A stretched bond beside two unpaired electrons looks like a case where a single determinant must fail. The molecule is planar H₂C–GaH, a triplet isomer of methylgallium, with carbon and gallium held 2.12 Å apart, where the forces still pull them together. On the naive view, the simple methods err because of static correlation: several configurations share the wave function, and a method built on one of them starts in the wrong place. An active space should then cure most of the trouble.

Wave-function energies from Ansatz 0.2.0 for neutral triplet H₂C–GaH, relative to UCCSDT(Q), all in the cc-pVDZ basis without relativity and with frozen cores (Ga 3d included). The geometry is a point of a bond-stretch scan based on PBE0/def2-TZVP, with C–Ga at 2.122 Å. "Pair" rows use an active space of four electrons in four orbitals.

| level | this level less the reference (UCCSDT(Q), same basis) (meV) |
| --- | --- |
| RHF | 5683.4 |
| UHF | 5529.4 |
| RMP2 | 1044.9 |
| UMP2 | 1052.4 |
| RCCSD | 180.6 |
| UCCSD | 170.2 |
| RCCSD(T) | 41.7 |
| UCCSD(T) | 35.7 |
| BCCD(T) | 41.8 |
| RCCSDT | 15.3 |
| UCCSDT | 8.4 |
| RCCSDT(Q) | 7.0 |
| CASSCF pair | 5237.4 |
| NEVPT2 pair | 1038.5 |
| MRCISD pair | 469.1 |
| MRCISD+Q pair | 47.8 |

Each error is a total energy less that of UCCSDT(Q) in the same basis; R and U stand for restricted and unrestricted orbitals. The rows marked "pair" start from CASSCF with four electrons in four orbitals.

Two limits show what static correlation would look like. In an intact bond the bonding orbital holds nearly two electrons and the antibonding one nearly none; in a bond broken evenly, with one electron left on each side, each holds one, and two configurations weigh the same. The CASSCF calculation gives occupations of 1.97 and 0.03 for its correlated pair, close to the first limit. Its other two orbitals hold one electron each, but with parallel spins these need only one determinant. The occupations alone do not say which bond this pair belongs to. But the coupled-cluster amplitudes cover all correlated orbitals, those of the stretched bond included, and the largest double excitation has an amplitude of only about 0.04.

The energies point the same way. CASSCF gains 446 meV over RHF, about 8% of the RHF error. A further test is whether this gain survives once second-order perturbation theory is added, and it does not: NEVPT2 ends within 10 meV of RMP2. Second order adds about 440 meV less after CASSCF than after RHF, which suggests that the active space mostly collected in advance what MP2 would have found anyway. The two second-order methods use different energy denominators, so part of the close match may be chance.

A second explanation blames the orbitals. UHF does lie 154 meV below RHF, because it lets electrons of opposite spin occupy different orbitals. With correlation included, the restricted and unrestricted versions of a method differ by about 10 meV or less. The frozen cores of the runs can differ by up to 20 meV, so these remnants do not tell which orbitals are better. The choice of orbitals matters for Hartree–Fock and hardly at all beyond it.

What remains is dynamic correlation, the many small excitations by which electrons avoid one another. Perturbation theory suggests how the error should shrink. Hartree–Fock lacks everything from second order on, and MP2 everything from third order on. CCSD is complete through third order, and its first omission is the connected triple excitations of fourth order. If each further order is smaller by a factor $\lambda$, the errors $\Delta$ obey

$$\Delta_{\rm MP2}\approx\lambda\,\Delta_{\rm HF},\qquad \Delta_{\rm CCSD}\approx\lambda^2\Delta_{\rm HF}.$$

The UHF and UMP2 rows give $\lambda=1052/5529\approx0.19$. The estimate for UCCSD, a row not used to set $\lambda$, is then $0.19^2\times5529\approx200$ meV, against 170 meV in the table. Full triples remove 162 meV of that error, which confirms what CCSD lacked. The estimate charges CCSD with all of fourth order and beyond, although CCSD lacks only part of it, so the match supports a rough scale and not a law.

The same counting fails one step further on. CCSDT first omits connected quadruples, at fifth order, and $\lambda^3$ predicts 38 meV where UCCSDT has 8.4 meV. The likely reason is that the order of a term limits its size only loosely. Coupled cluster already contains two pairs excited independently, as a product of doubles, and only the truly joint motion of four electrons is left out. The 8.4 meV is itself the perturbative estimate of quadruples that defines the reference, so it gives their scale rather than an exact error.

That product of doubles also explains the odd row. MRCISD has an active space and all single and double excitations from it, yet its error of 469 meV is more than twice that of CCSD. Imagine two electron pairs far apart: exciting both at once is a quadruple excitation, which truncated configuration interaction largely omits and coupled cluster keeps. A model of four or five identical, independent pairs, given the correlation energy and reference weight of MRCISD, puts the loss at a few tenths of an eV, the right order of magnitude. The Davidson correction makes up for most of it and brings MRCISD+Q to 48 meV, about level with CCSD(T) and no better. The printed output after this text holds both estimates.

The small amplitudes and the small effect of quadruples thus decide against strong static correlation at this geometry, and they show that a stretched bond is not yet a broken one. They do not settle what happens further out. If the bond broke evenly, static correlation would set in and the orderly fall of the errors could break down. But this triplet can also part into triplet CH₂ and closed-shell GaH, with both unpaired electrons on carbon, and one determinant describes that limit well. The open question is therefore whether NEVPT2 and MP2 part company at any longer distance, which only further points of the stretch can tell.

Numerical output:

```
RHF error less UHF error, meV: 154
RMP2 error less UMP2 error, meV: -7.5
RCCSD error less UCCSD error, meV: 10.4
RCCSD(T) error less UCCSD(T) error, meV: 6
RCCSDT error less UCCSDT error, meV: 6.9
Energy gained by CASSCF over RHF, meV: 446
CASSCF gain as share of the RHF error, percent: 7.847
Energy added by second order after RHF (RMP2), meV: 4638
Energy added by second order after CASSCF (NEVPT2), meV: 4199
Second order adds less after CASSCF by, meV: 439.6
RMP2 error less NEVPT2 error, meV: 6.4
UMP2 error as share of the UHF error, percent: 19.03
UCCSD error as share of the UHF error, percent: 3.078
UCCSD error estimated by order counting, meV: 200.3
UCCSD estimate divided by computed error: 1.177
UCCSDT error estimated by order counting, meV: 38.12
UCCSDT estimate divided by computed error: 4.538
Full triples, UCCSD to UCCSDT, meV: 161.8
Perturbative triples, UCCSD to UCCSD(T), meV: 134.5
Triples missed by (T), unrestricted, meV: 27.3
MRCISD shortfall from model of 4 independent pairs, meV: 330
MRCISD shortfall from model of 5 independent pairs, meV: 355.4
Davidson correction, MRCISD to MRCISD+Q, meV: 421.3
```
